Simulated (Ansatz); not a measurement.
# MoPd: energy above lowest point against volume scale

Free energy against uniform scaling of the volume at fixed shape and fractions; periodic cell, basis, potentials, k mesh and filling as listed. The results are calculated, by Ansatz 0.2.0.

The cell before it is scaled or strained (space group P-6m2, No. 187):
```
cell vectors (Å)
   2.7939     0.0000     0.0000
  -1.3969     2.4196     0.0000
   0.0000     0.0000     4.5664
atoms (fractions of the cell vectors)
Mo  0.66667  0.33333  0.50000
Pd  0.33333  0.66667  0.00000
```

Settings of every row: functional LDA; dispersion none; potentials PAW; wave cutoff 500 eV; density cutoff 2000 eV; k mesh 9x9x5; k shift 0x0x0; occupations methfessel paxton; smearing width 0.05 eV; spin none.

Limits: coarse k mesh, up to 40 meV an atom off; the cell comes from a prototype or a list of computed structures and needn't be the stable phase.

```
row  volume scale  V (Å³/atom)  energy above lowest point (meV/atom)
  1          0.88       13.583                                  43.6
  2          0.92         14.2                                     0
  3          0.96       14.817                                   5.3
  4             1       15.435                                     ?
  5          1.04       16.052                                 121.8
  6          1.08       16.669                                 217.9
  7          1.12       17.287                                 331.8
```

Question: what energy above lowest point should row 4 give?

Worked fit of energy above lowest point. Take u = (V_r/V)^(2/3) − 1 with V_r = 15.434 Å³ an atom, which is twice the finite (Eulerian) strain; such expansions in the strain, on which the Birch-Murnaghan equation of state is built, carry the rest volume and the bulk modulus. The shown rows have u = 0.0889, 0.05713, 0.02757, -0.02583, -0.05002, -0.0728. Least squares give energy above lowest point = 48.7 − 2230.5 × u + 23531 × u² + 10296 × u³ meV/atom; a parabola predicts inner rows, each left out in turn, worse (root mean square 1.9 against 0.061 meV/atom). All shown rows lie on it to the printed digit. Its lowest point lies at u = 0.0460, or V = 14.43 Å³ an atom, and the curvature there gives the bulk modulus at fixed shape and fractions, B = (4/9)(1 + u)² E″(u)/V = 269 GPa. Letting shape and atoms relax would as a rule lower it, by much in layered, chain or molecular crystals. The withheld row has u = -4e-05, so the fit gives 48.7 − 2230.5 × (-4e-05) + 23531 × (-4e-05)² + 10296 × (-4e-05)³ = 48.8 meV/atom.

The calculation gave 48.8 meV/atom. The fit meets it to the printed digit.
